Q: I have been reading a calculation in which silicon is squeezed up to 50 GPa. The first 25 GPa take away 16.4 % of the volume, but the next 25 GPa take only about 9 points more. I also hear that the crystal becomes a metal on the way. Is that why it gets so hard to compress?

Silicon in space group P6_3/mmc (4 atoms per cell), relaxed under hydrostatic pressure with its symmetry kept. Ansatz 0.2.0, plane-wave PAW, scalar-relativistic LDA without spin polarisation, 420 eV cutoff, Gamma-centred k mesh, Gaussian smearing. Changes are relative to the cell relaxed at zero pressure (a = 3.802, c = 6.289 Å); the energy excludes the PV term.

```
applied pressure (GPa)   k mesh  smearing width  volume change (%)  a change (%)  c change (%)  energy change (meV/atom)
                    -1  12×12×6         0.01 eV               0.99          0.33          0.33                       0.6
                     1  12×12×6         0.01 eV              -0.97         -0.32         -0.32                       0.6
                     4  12×12×6         0.01 eV              -3.75         -1.32         -1.16                       9.0
                    12  12×12×6         0.01 eV              -9.58         -3.40         -3.11                      64.8
                    25  12×12×8          0.1 eV             -16.44         -6.03         -5.36                     217.5
                    50  12×12×8          0.1 eV             -25.29        -10.04         -7.67                     615.3
```

A: It is a natural suspicion, because the change is real in this calculation. On the sampled mesh there is a band gap of 0.19 eV at 4 GPa and of only 0.03 eV at 12 GPa. At 25 and 50 GPa the filled and empty bands overlap, so those two rows are metallic. But two things that happen in the same series need not be cause and effect, and here the order of events helps us.

Q: Before that, which silicon is this? The space group is that of the hexagonal close-packed metal.

A: The space group is shared, but the crystal is a different one. Each atom starts with four neighbours at 2.33 Å, so this is hexagonal diamond, a close relative of ordinary silicon. The calculation holds its symmetry while the pressure rises. Real silicon gives up four-fold bonding well below 50 GPa, so the upper rows follow a crystal that would probably have transformed. That makes them a poor guide to a real pressure cell, but a good place to watch one structure stiffen without a change of phase.

Q: Then let me try the dullest explanation. Perhaps nothing stiffens at all, and a smaller crystal simply has less volume left to lose.

A: That deserves a fair test. Stiffness against uniform squeezing is measured by the bulk modulus, the pressure rise divided by the fractional loss of the volume still present. If it keeps a constant value B, then

P = B ln(V₀/V)

where P is the pressure, V the volume and V₀ the volume at zero pressure.

I take B from the rows at −1 and 1 GPa alone. Those two runs stopped slightly short of their targets, so I use the pressures they reached, −0.927 and 0.968 GPa. Their difference, divided by the logarithm of the ratio of the two volumes, gives B ≈ 97 GPa.

With that constant modulus, the volume computed at 50 GPa would need only 28 GPa. Put the other way round, 50 GPa would remove 40 % of the volume, since 1 − exp(−50/97) ≈ 0.40, whereas the table has 25 %. So your effect exists, but it is far too weak. The material itself becomes stiffer.

Q: Which brings me back to the metal.

A: Now look at when the stiffening starts. Between 4 and 12 GPa the average bulk modulus is already 128 GPa, about a third above its value at zero pressure, and both of those rows still have a gap. A cause that arrives with the metallic state comes too late to explain this.

The gap itself is the weak point of the argument. The mesh of sampled electron states could miss a band crossing in any of the four rows up to 12 GPa, and the tiny gap at 12 GPa is the least secure. On the other hand, the local density approximation used here usually makes gaps too small. A better gap would probably close at a higher pressure, and still more of the stiffening would then come before the metal.

Q: Fair enough for the start. Could the metallic state still add a push later on?

A: To judge that we need to know what smooth stiffening would look like, and so we need its mechanism. Let me begin with a limiting case. Imagine a crystal of perfect springs, whose energy rises as the square of the change in length L and whose lengths all shrink together:

E = ½ k (L₀ − L)², with V proportional to L³

Here k is the spring constant and L₀ the rest length. Take P = −dE/dV, then the modulus −V dP/dV, and keep the first order in the compression. The result is

modulus ≈ B + P

So even perfect springs make a crystal that stiffens, by 1 GPa for each GPa applied. This is geometry: the springs push as before, but on a smaller area.

Q: And the computed crystal?

A: It stiffens about four times as fast. The average modulus has risen by 128 − 97 = 31 GPa by the interval from 4 to 12 GPa, whose middle is at 8 GPa, and 31/8 is close to 4. The bonds are therefore not perfect springs. In the spring picture, k itself has to grow as the bonds shorten.

Q: Why should a bond do that?

A: A bond has its equilibrium length because two tendencies balance there. Electrons gain energy by sitting close to the nuclei, and they pay kinetic energy for being confined. Halve all lengths, and the electrostatic gain roughly doubles while the kinetic cost roughly quadruples. The exclusion principle adds to the cost when the valence electrons are pushed against the inner shells.

Under compression the repulsive side therefore takes over, and the energy curve steepens faster than a parabola in length. This is standard theory of bonding. The calculation gives only total energies here, not the separate shares, so the numbers cannot confirm the microscopic account directly.

Q: Can you turn it into a formula I could use?

A: Choose a measure of compression built on 1/L², which is a convenient choice and not one derived from the kinetic cost:

f = ½ [(V₀/V)^(2/3) − 1]

Then assume that the energy is simply quadratic in f:

E = (9/2) B V₀ f²

The pressure is minus the slope of this energy with volume:

P = 3 B f (1 + 2f)^(5/2)

This is the second-order Birch–Murnaghan equation. For very small compression it falls back to pressure equals B times the fractional volume loss. Its modulus then starts to grow by 4 GPa per GPa. That number is built into the form, so the formula does not explain it, but the table supports it.

Q: Show me the hardest case.

A: Take the last row, which had no part in fixing B. The volume loss is 25.29 %, so V/V₀ = 0.7471 and f = 0.107. The last factor, (1 + 2f)^(5/2), is 1.63. Hence

P ≈ 3 × 97 × 0.107 × 1.63 ≈ 51 GPa

The calculation reached 50 GPa. The constant modulus, given the same starting value, had stopped at 28.

Q: So a curve calibrated where the crystal has a gap also works where it is a metal.

A: Yes, and that is the best evidence against the metallic explanation. For the rows at 4, 12 and 25 GPa the curve gives the pressure to within 1 %, and at 50 GPa it is about 1 % too high. There is no upward jump in stiffness for the metallic state to explain. Between 25 and 50 GPa the computed crystal is in fact about 3 % softer than the curve.

That small softness could come from the overlapping bands, or from a formula that is too simple at strong compression. The change of electron mesh and smearing at 25 GPa is a less likely cause, since both rows use the new settings, but its effect on the volumes was not tested. So I can say that metallisation is not needed for the stiffening. I can't say that it has no effect at all.

Q: There is one more suspect. At 50 GPa the a axis has shortened by 10.0 %, but the c axis by only 7.7 %. Perhaps c locks up and holds the whole crystal open.

A: You are right that c becomes the stiffer direction. Compare the interval from 4 to 12 GPa with that from 25 to 50 GPa. The pressure needed for a given fractional shortening grows by a factor of about 2.5 along c, and by about 1.5 along a. These factors are rough, because the run at 4 GPa ended with a slightly uneven stress, but the contrast is far larger than that flaw. Both axes stiffen, and a counts twice in the volume because the layer has two such directions.

We can ask what c could do alone. In each small step of pressure, the fractional shortenings of the three directions add up to the fractional loss of volume. If a had kept its earlier stiffness and only c had changed, the bulk modulus in the last interval would be about 158 GPa. The computed value is 223 GPa, so in this bookkeeping the stiffening of c is a contribution and not the whole story. It can't tell us how far one axis props up the other.

Q: Why does c stiffen more?

A: The table leaves that open. The difference between the axes shows before the gap closes, but most of it builds up between 25 and 50 GPa, where the crystal is metallic. The electronic change may have a hand in the shape even though the volume curve doesn't need it. To find out, one would have to follow the bond lengths and angles along the series, and the electron states that fill as the bands overlap.

Q: Does the energy tell the same story as the volume?

A: It does. Squeezing the crystal to its volume at 50 GPa raises its energy by 615 meV per atom. The constant modulus would allow only about 420 meV, while the stiffening curve gives 615. Since pressure is the slope of energy with volume, this is a check that the calculation agrees with itself, and not a second, independent proof.

Q: What should I keep if I only need a quick estimate for some other solid?

A: Compare the pressure with the bulk modulus. At 4 GPa the ratio is about 0.04, and simple division predicts a volume loss of 4.1 % where the table has 3.75 %. At 25 GPa the ratio is about a quarter, and even the logarithmic law with constant modulus predicts 23 % instead of 16 %. By then the stiffening must be included. For another solid, put its own modulus, measured if possible, into the stiffening formula. Growth by about 4 GPa per GPa is common but not universal, and a change of phase would spoil the estimate. The 97 GPa found here belongs to this form of silicon, and it carries the error of the density functional and of PAW datasets that were made for a different functional (PBE).

Carbon in the diamond structure makes a useful contrast. Its bonds are shorter and its bulk modulus is several times larger, so 50 GPa is a modest load for it. Its volume should fall by much less, and along a much straighter line. That difference would not mean that carbon's bonds are closer to perfect springs, only that they had been pushed less far up the same kind of curve.
